How far does the NMR shielding of a carbon nucleus move when a saturated chain is twisted about one C–C bond, and can the movement be estimated on paper? For 1-fluorobutane the sizes to remember are these. The carbon that carries fluorine is about 50 ppm less shielded than its neighbour. A full turn about the central bond moves each carbon through 8 to 10 ppm. Of that swing, the contrast between syn and anti is a cosine of amplitude 1 to 3 ppm, eclipsing gives a threefold term of amplitude 1.5 ppm (about 3 ppm from staggered to eclipsed) on the two carbons of the twisted bond, and the orientation of the fluorine, one bond away from the twist, can spoil a symmetric estimate by 4 ppm.

Isotropic GIAO shieldings and dipole moments of 1-fluorobutane (C4H9F, SMILES CCCCF), computed with PySCF 2.14.0 at the non-relativistic PBE0/pcSseg-1 level with density fitting, gas phase. Geometries are relaxed with GFN2-xTB with only the dihedral angle of the four carbons held; the carbons are numbered in SMILES order, so the fourth bears the fluorine.

| dihedral (°) | shielding of first atom (ppm) | shielding of second atom (ppm) | shielding of third atom (ppm) | shielding of fourth atom (ppm) | dipole moment (D) |
| --- | --- | --- | --- | --- | --- |
| 0 | 175.9 | 167.7 | 157.4 | 103.1 | 1.77 |
| 30 | 173.7 | 164.6 | 154.6 | 102.7 | 1.76 |
| 60 | 170.7 | 159.6 | 151.0 | 98.5 | 1.78 |
| 90 | 168.3 | 159.8 | 151.2 | 95.6 | 1.80 |
| 120 | 167.6 | 164.8 | 151.4 | 98.9 | 1.78 |
| 150 | 169.0 | 165.4 | 149.8 | 101.1 | 1.76 |
| 180 | 169.9 | 162.3 | 148.5 | 99.5 | 1.77 |
| 210 | 169.0 | 161.4 | 149.8 | 97.4 | 1.78 |
| 240 | 168.8 | 165.2 | 151.4 | 99.3 | 1.77 |
| 270 | 171.1 | 167.1 | 150.8 | 103.0 | 1.77 |
| 300 | 173.9 | 166.9 | 151.5 | 105.1 | 1.76 |
| 330 | 175.0 | 166.7 | 155.4 | 103.4 | 1.76 |

The first to fourth atoms are the carbons C1 (methyl), C2, C3 and C4 (bearing F). The dihedral $\theta$ is the angle C1–C2–C3–C4: 0° is syn, 60° and 300° are gauche, 180° is anti. The isotropic shielding $\sigma$ is the mean of the three principal values of the shielding tensor. A larger $\sigma$ means a signal further upfield, and a difference of shielding is a difference of chemical shift with the sign reversed. The values are non-relativistic density-functional results in a small basis on semi-empirical geometries, for a motionless molecule in the gas phase, so differences below about 1 ppm are not given a chemical cause, although the table is rounded to ±0.05 ppm.

## The rule

A shielding is periodic in $\theta$ and so is a Fourier series. Which terms survive follows from counting the neighbours across the C2–C3 bond. C2 carries one carbon and two hydrogens, 120° apart, and so does C3. Suppose that each of the nine pairs across the bond contributes a function $f_{XY}$ of its own dihedral. The carbon pair gives $f_{CC}(\theta)$. A carbon with the two opposite hydrogens gives $f_{CH}(\theta+120°)+f_{CH}(\theta-120°)$, which is the sum over all three positions minus $f_{CH}(\theta)$. The four hydrogen pairs give a sum over three positions plus $f_{HH}(\theta)$. A sum over three positions 120° apart cancels every harmonic except multiples of $3\theta$, so

$$\sigma(\theta)= f_{CC}-f_{CH}-f_{HC}+f_{HH}+\text{threefold terms}.$$

The $\cos\theta$ and $\cos 2\theta$ terms thus measure how a carbon–carbon pair differs from pairs with hydrogen, and $\cos 3\theta$ measures staggered against eclipsed. If the two halves of the molecule each have a mirror plane, $\theta$ and $360°-\theta$ are mirror images and no sine can appear. Cutting the series gives

$$\sigma(\theta)=A+B\cos\theta+C\cos 2\theta+D\cos 3\theta ,$$

a Karplus form with an eclipsing term. On twelve equally spaced angles these terms are orthogonal, so least squares over all rows reduces to sums: $A$ is the column mean and each amplitude is one sixth of $\sum\sigma\cos k\theta$. The coefficients do not trade against one another. For C3, $\cos 3\theta$ is $+1$, $0$, $-1$, $0$ in turn, and

$$D=\tfrac16\,(157.4-151.0+151.4-148.5+151.4-151.5)=1.53\ \text{ppm}.$$

The same sum gives 1.48 ppm for C2 but only $-0.37$ and $-0.30$ ppm for C1 and C4, so $D$ is set to zero for the end carbons. That is a finding of the table; the counting argument would have allowed the term. Rounded to half a ppm, the rule is

$$\begin{aligned}
\sigma_1&=171.0+3.0\cos\theta+1.5\cos2\theta\\
\sigma_2&=164.5+1.5\cos\theta+0.5\cos2\theta+1.5\cos3\theta\\
\sigma_3&=152.0+3.0\cos\theta+1.0\cos2\theta+1.5\cos3\theta\\
\sigma_4&=100.5+2.0\cos\theta+1.0\cos2\theta .
\end{aligned}$$

The constants fall towards the fluorine, gently at first and then by $152.0-100.5=51.5$ ppm. This is the ordinary deshielding by an electronegative substituent. In Ramsey's division $\sigma=\sigma_d+\sigma_p$ it is paramagnetic: at 60° the calculation gives diamagnetic parts of 247 ppm for C1 and 242 ppm for C4, but paramagnetic parts of $-76$ and $-143$ ppm.

Two short cuts follow from the form alone. Syn minus anti is $2(B+D)$. Gauche minus anti is $1.5(B-C)$, because $\cos3\theta=-1$ at 60°, 180° and 300° alike: among staggered conformers $D$ drops out.

## 0° and 30°: the syn barrier

At 0° every cosine equals one, and C1, C2 and C3 have their highest shieldings of the table. The short cut $2(B+D)$ gives 6.0 ppm for C1 and 9.0 ppm for C3; the table has $175.9-169.9=6.0$ and $157.4-148.5=8.9$ ppm. All four carbons are within 0.4 ppm of the rule in this row. It is a barrier top, 5.0 kcal/mol above the anti form in the same calculation, and it matters as an anchor of the curve, not as a conformer.

What in the electronic structure moves? Over the seven rows at 30°, 60°, 90°, 150°, 210°, 270° and 330° the paramagnetic part of C1 ranges over 5.8 ppm and the diamagnetic part over 1.1 ppm; for C4 the ranges are 7.3 and 1.8 ppm. The division depends on convention when gauge-including orbitals are used, but by this measure the torsional change is mainly paramagnetic. Theory ties $\sigma_p$ to the mixing, by the magnetic field, of occupied bond orbitals with empty ones around the nucleus, roughly as $-\langle r^{-3}\rangle/\Delta E$ times a factor for the imbalance of the carbon 2p orbitals. The crudest reading, with the frontier gap as $\Delta E$, fails here. The gap is smallest at 0°, where the orbital energies $-8.91$ and $+1.38$ eV are 10.29 eV apart, and a small gap should deshield, yet three carbons are most shielded in just this row. A likelier source, not tested here, is the alignment of particular bonds, which is what the pair functions stand for, together with the relaxation of bond lengths and angles.

## 60° and 90°: the first gauche well

All four shieldings fall from 0° to 60°. Row 60° is the first worked case, with $\cos\theta=0.5$, $\cos2\theta=-0.5$ and $\cos3\theta=-1$:

$$\sigma_3=152.0+1.5-0.5-1.5=151.5\ \text{ppm},\qquad \sigma_1=171.0+1.5-0.75=171.75\ \text{ppm}.$$

The table has 151.0 and 170.7 ppm, so the rule is high by 0.5 ppm and by about 1 ppm. The row was among the twelve that fixed the coefficients, so this checks the compression of the table and is no prediction. The 0.5 ppm is the size of the largest error that the rule makes for C3 in any row.

C3 then stays almost still, at 151.0, 151.2 and 151.4 ppm from 60° to 120°. The rule shows why: over this stretch $3.0\cos\theta$ falls by 3 ppm while $1.5\cos3\theta$ rises by 3 ppm as the bond passes from staggered to eclipsed.

C2 and C4 leave the rule. C2 has its minimum at 60° and C4 at 90°, and at 90° the rule is too high by 4.2 ppm for C2 and 3.9 ppm for C4. The γ-gauche effect, the upfield shift of two carbons that are gauche across a bond (roughly 5 ppm as a recalled size), should act on C1 and C4 here. Against the anti row, C1 gains only 0.8 ppm at 60° and C4 loses 1.0 ppm. Taken alone this row would deny the effect; the row at 300° changes the verdict.

## 120° to 180°: over the barrier to anti

Row 120° lies near the barrier at which carbons eclipse hydrogens, 2.9 kcal/mol up. C1 has its minimum there, 2.3 ppm below the anti value, and climbs back towards 180°. In the rule the upturn comes from $C\cos2\theta$, which favours both planar arrangements over the perpendicular ones, but the rule rises by only $169.5-168.75=0.75$ ppm. The table, averaged over 120° and 240°, rises by $169.9-(167.6+168.8)/2=1.7$ ppm, and the threefold term dropped for C1 supplies about as much as the rule does, $2\times0.37=0.74$ ppm. The upturn bears on two pictures of the γ effect.

In the steric picture the shielding depends on the distance $r$ between C1 and C4. For a rigid chain with bond length $l$ and angle $\alpha$,

$$r^2=l^2(1-2\cos\alpha)^2+2l^2\sin^2\alpha\,(1-\cos\theta),$$

and rough recalled values of 1.5 Å and 110° give $r$ from 2.5 Å at syn to 3.8 Å at anti. A law $a+b/r^3$, fitted by least squares to all twelve rows, leaves an rms error of 1.15 ppm for C1, against 0.99 ppm for the three-term cosine fit. The overall error hardly decides between them, and the distance law has one constant fewer. But $r$ grows steadily from 0° to 180°, so the law cannot turn upward, and C1 does so from both sides, from 167.6 ppm at 120° and from 168.8 ppm at 240°. The same law also fits C3 to 1.00 ppm, although C3 has no γ carbon whose distance changes. A good fit to $1/r^3$ therefore shows only that a curve peaks at syn; it is no evidence for an action through space. A term in $\cos 2\theta$ is what overlap through the bonds gives, since the coupling of the C1–C2 and C3–C4 bonds goes as $\cos\theta$ and enters at second order as $\cos^2\theta$. That is an argument for the form, and the numbers don't isolate it: a $1/r^3$ law has a smaller $\cos2\theta$ harmonic of the same sign, and because the minima of C1 lie at the eclipsed barriers, a distance term joined by a threefold term can also turn upward. What the upturn excludes is a distance law acting alone on a rigid chain.

Row 180°, the lowest in energy, is the second worked case, again inside the fit. With $\cos\theta=-1$, $\cos2\theta=+1$ and $\cos3\theta=-1$:

$$\sigma_1=171.0-3.0+1.5=169.5\ \text{ppm},\qquad \sigma_3=152.0-3.0+1.0-1.5=148.5\ \text{ppm},$$

against 169.9 and 148.5 ppm. C2 and C4 come out at 162.0 and 99.5 ppm against 162.3 and 99.5. The success at 0° and 180° has a plain reason: every sine of $k\theta$ vanishes there, so whatever breaks the mirror symmetry cannot show as an error.

It shows in the slope. A cosine series is flat at 180°, and C1 and C3 obey, with equal values at 150° and 210°. C2 instead slides through anti from 165.4 to 162.3 to 161.4 ppm, and C4 from 101.1 to 99.5 to 97.4 ppm.

## 210° and 240°: the mirror that isn't there

From here each row can be set against its partner at $360°-\theta$. The odd part, $[\sigma(\theta)-\sigma(360°-\theta)]/2$, adds to the cosine series, and no cosine rule with any number of terms can miss by less than this at the worse row of a pair. For C3 it never exceeds 0.4 ppm, and for C1 it reaches 1.6 ppm. For C2 and C4 it is near $-3.5$ ppm for the pairs 60°/300° and 90°/270°, passes through $-0.2$ ppm at 120°/240° and is about $+2$ ppm at 150°/210°. The good agreement of the rule for C2 and C4 at 120° and 240° is the luck of that zero crossing.

The premise of mirror symmetry fails because of a second torsion, C2–C3–C4–F, which was free to relax. With fluorine anti to C2, the whole heavy-atom chain would be planar at 180° and the two hydrogens of each CH$_2$ group would be equivalent. The calculation gives the two on C4 shieldings of 26.8 and 27.1 ppm in that row, and the energies of partner rows differ, so fluorine is out of the carbon plane. The dipole vector turns by about 30° from row to row without a jump; if the rows share one frame, fluorine stays in one gauche well of the same sign all round. The CH$_2$F group is then a handed substituent and sines are allowed. The asymmetry is conformational and far above any rounding. The length of the dipole gives no warning: it stays between 1.76 and 1.80 D, as it should if it is mainly the C–F bond moment carried round rigidly.

## 270° to 330°: the second gauche well

Here the errors of 60° and 90° return with opposite sign. At 300° the rule is too low by 2.2 ppm for C1, 3.4 ppm for C2 and 4.1 ppm for C4, and C4 has its maximum of 105.1 ppm. Against anti, C1 gains 4.0 ppm and C4 5.6 ppm, a γ-gauche effect of about the recalled size. Averaging the two gauche rows removes the odd part: $(0.8+4.0)/2=2.4$ ppm for C1 and $(-1.0+5.6)/2=2.3$ ppm for C4. The short cut $1.5(B-C)$ gives 2.25 and 1.5 ppm. The symmetric gauche shift in this molecule is a little over 2 ppm on both end carbons, and for C4 the fluorine rotamer adds or removes more than that. It is not peculiar to the γ pair: C3, which has no γ partner across this bond, gains 2.5 and 3.0 ppm over anti in the same two rows, so these numbers don't isolate a γ effect.

Rows 60° and 300° are two different conformers, gauche–gauche forms, one with its two torsions of like sign and the other with opposite signs. Opposite signs fold fluorine back towards the methyl group, and the outputs point to row 60° as that form. There fluorine has a less negative Hirshfeld charge than at 300°, and one methyl hydrogen carries less positive charge than any of the three does at 300°. Fluorine is also about 20 ppm less shielded at 60° than at 300°, and the well leans to a wider angle, with 90° only 0.4 kcal/mol above 60° while 270° is 0.9 above 300°. The assignment is inferred from these signs of contact and not read from coordinates. Row 60° lies 1.2 kcal/mol and row 300° 0.6 kcal/mol above anti. The difference is about the thermal energy at room temperature, so a measured spectrum would average them with unequal weights, along with forms in which fluorine is anti, and the odd part would cancel only in part.

Atomic charge doesn't account for C4. Its Hirshfeld charge is 0.0252 e at 240° and 0.0255 e at 300°, while the shielding rises from 99.3 to 105.1 ppm. The tensor is more telling. In the seven rows named above, the most shielded principal value of C4 runs from 141.7 ppm at 90° to 163.0 ppm at 330°, the middle one stays within 2 ppm and the lowest within 7 ppm. A third of the 21 ppm range is 7 ppm, most of the isotropic swing. For a carbon bound to fluorine the most shielded axis usually lies near the C–F bond, and the paramagnetic shielding along an axis comes from the bonds around it, here C3–C4 and the two C–H bonds. If that assignment holds, C4 responds to the surroundings of the C3–C4 bond, which the twist about C2–C3 realigns. The direction of the axis is assumed, so this step is a guess.

The odd part can be patched. The sine amplitudes come from the same sums with $\sin k\theta$. For C1 a single term $-1.0\sin\theta$ lowers the rms error from 1.01 to 0.56 ppm. For C2 and C4 the odd parts agree within 0.7 ppm at all five pairs, so one correction, the mean of their amplitudes rounded to half a ppm, serves both:

$$\Delta(\theta)=-2.0\sin\theta-1.5\sin2\theta+1.5\sin3\theta .$$

At 300° the sines are $-0.866$, $-0.866$ and $0$, so $\Delta=+3.0$ ppm and C4 becomes $101.0+3.0=104.0$ ppm, 1.1 ppm short of the table and its worst row; at 60° it becomes 98.0 against 98.5 ppm. The rms error drops to about 0.45 ppm for both carbons. Three numbers for five pairs of angles describe more than they predict, and all three signs reverse for the mirror-image fluorine rotamer. The $\sin 3\theta$ term also limits the eclipsing picture: C4 has a threefold modulation after all, peaking midway between eclipsed and staggered, and that of C2 is shifted in phase. Only for C3 is the reading of $D$ as eclipsing clean.

At 330° all four carbons are back within 0.7 ppm of the cosine rule, and the whole turn can be scored. The yardstick is the rms error of quoting the column mean, 2.5 to 2.7 ppm. The rounded rule gives 0.24 ppm for C3 and 1.0 ppm for C1, but 2.3 and 2.2 ppm for C2 and C4. The harder test refits the unrounded cosines with one row left out and predicts that row: 0.31 ppm for C3, 1.26 ppm for C1, 3.24 ppm for C2 and 2.82 ppm for C4. A mean tested the same way errs by 12/11 of its scatter, $2.72\times 12/11\approx 3.0$ ppm for C2 and about the same for C4. The cosine rule is thus good for C3, useful for C1, and for C2 and C4 about as good as a constant. Between the rows it is an interpolation on a 30° grid that can't reveal sharper structure.

Symmetry carries the form of the rule to neighbouring cases, though not its coefficients. If one end of the twisted bond is a methyl group, its three hydrogens are alike, the combination $f_{CC}-f_{CH}-f_{HC}+f_{HH}$ vanishes, and the carbon shieldings keep only threefold terms. In butane, or with fluorine held anti, the sines must vanish and the cosine series is complete. With any handed group on either carbon the cosines give only the mean of $\theta$ and $360°-\theta$.

The table leaves open why the odd part is nearly the same on C2 and C4, the two neighbours of C3, and nearly absent on C3 itself. C2 is the γ partner of fluorine across the C3–C4 bond, so one guess is that the fluorine torsion and the angle at C3 readjust differently in the two gauche wells and move both nuclei together. Repeating the turn with the C2–C3–C4–F torsion held at anti and at each gauche value would show how much of the shared curve comes from relaxation of that torsion; to test the angle at C3 as well, it too would have to be held.
